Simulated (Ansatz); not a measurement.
Which isomer of C2H8BN gives these data?

These gas-phase data were calculated for one isomer of C2H8BN at B3LYP-D3(BJ)/def2-SVP (harmonic, unscaled wavenumbers; equilibrium rotational constants with average atomic masses):

* rotational constants: 8.17, 7.347, 4.063 GHz
* all wavenumbers above 1500 cm⁻¹: 3679, 3580, 3098, 3096, 3085, 3080, 3016, 3012, 1603

Candidates:

(1) `CBNC`, a singlet
(2) `CB(C)N`, a singlet
(3) `CCBN`, a singlet

Question: Which candidate do the data belong to?

Answer: Candidate (2). No mode falls between 2350 and 2900 cm⁻¹, where the B–H stretch of (1), (3) would stand.

The same quantities for all candidates:

```
     rotational constants (GHz)                           wavenumbers above 1500 cm⁻¹  E above the lowest, B3LYP-D3(BJ)/def2-SVP (kcal/mol)
(1)         33.04, 3.579, 3.365  3568, 3137, 3094, 3082, 3062, 3012, 3005, 2555, 1567                                                  15.2
(2)          8.17, 7.347, 4.063  3679, 3580, 3098, 3096, 3085, 3080, 3016, 3012, 1603                                                   0.0
(3)         23.11, 3.669, 3.551  3677, 3577, 3101, 3093, 3035, 3020, 2995, 2558, 1602                                                  12.4
```

Harmonic stretches to hydrogen usually lie a few per cent above observed fundamentals. Each candidate is one conformer. Programs: Ansatz 0.2.0.

The rotational constants support the assignment independently. Branching at boron gives a compact heavy-atom frame with two similar large constants, whereas the chain isomers (1) and (3) have one large constant and two small ones. The N–H stretching pair and the NH2 scissoring mode near 1603 cm⁻¹ exclude (1), but barely separate (2) from (3), which also carries an amino group. The missing B–H stretch is therefore the decisive vibrational evidence between those two. The constants of (2) also fit a nearly planar heavy-atom skeleton, as expected when the nitrogen lone pair donates into the empty boron p orbital.

All three isomers can have this B–N π interaction, so it alone doesn't explain the energy order. Relative to (1), isomer (2) exchanges B–H and N–C bonds for B–C and N–H bonds; relative to (3), it exchanges B–H and C–C for B–C and C–H. The strong N–H and C–H bonds gained probably account for much of its preference. This ordering says nothing about the barriers to interconversion.
